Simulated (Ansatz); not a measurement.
HfB: energy above lowest point against volume scale

Results calculated with Ansatz 0.2.0, not measured. Free energy against uniform scaling of the volume at fixed shape and fractions; periodic cell, basis, potentials, k mesh and filling as listed.

The cell before it is scaled or strained (space group Fm-3m, No. 225):
```
CELL_PARAMETERS angstrom
0.00000 2.31000 2.31000
2.31000 0.00000 2.31000
2.31000 2.31000 0.00000
ATOMIC_POSITIONS crystal
Hf 0.50000 0.50000 0.50000
B 0.00000 0.00000 0.00000
```

Settings of every row: functional PBEsol; dispersion none; potentials all-electron LAPW; k mesh 11x11x11; k shift 0x0x0; occupations gaussian; smearing width 0.05 eV; spin none; relativity scalar; SCF threshold exponent -5.

Limits: coarse k mesh, up to 40 meV an atom off; loose SCF threshold; minimum outside the range; no spin-orbit coupling, which can matter with elements this heavy.

```
row  volume scale  V (Å³/atom)  energy above lowest point (meV/atom)
  1          0.92        11.34                                 303.5
  2          0.96       11.833                                     ?
  3             1       12.326                                  86.1
  4          1.04       12.819                                  29.4
  5          1.08       13.313                                     0
```

Question: what energy above lowest point should row 2 give?

Worked fit of energy above lowest point. Take u = (V_r/V)^(2/3) − 1 with V_r = 12.573 Å³ an atom, which is twice the finite (Eulerian) strain; such expansions in the strain, on which the Birch-Murnaghan equation of state is built, carry the rest volume and the bulk modulus. The shown rows have u = 0.07123, 0.01332, -0.01283, -0.03741. Least squares give energy above lowest point = 54 + 2153.2 × u + 18949 × u² meV/atom; a straight line predicts inner rows, each left out in turn, worse (root mean square 34 against 0.18 meV/atom). The rows lie off it by 0.0, 0.1, -0.1, 0.0. The withheld row has u = 0.04127, so the fit gives 54 + 2153.2 × (0.04127) + 18949 × (0.04127)² = 175.1 meV/atom.

The calculation gave 175.3 meV/atom. The fit lies 0.2 meV/atom (0.066 % of the column's range) below it; its largest miss of a shown row is 0.1 meV/atom.
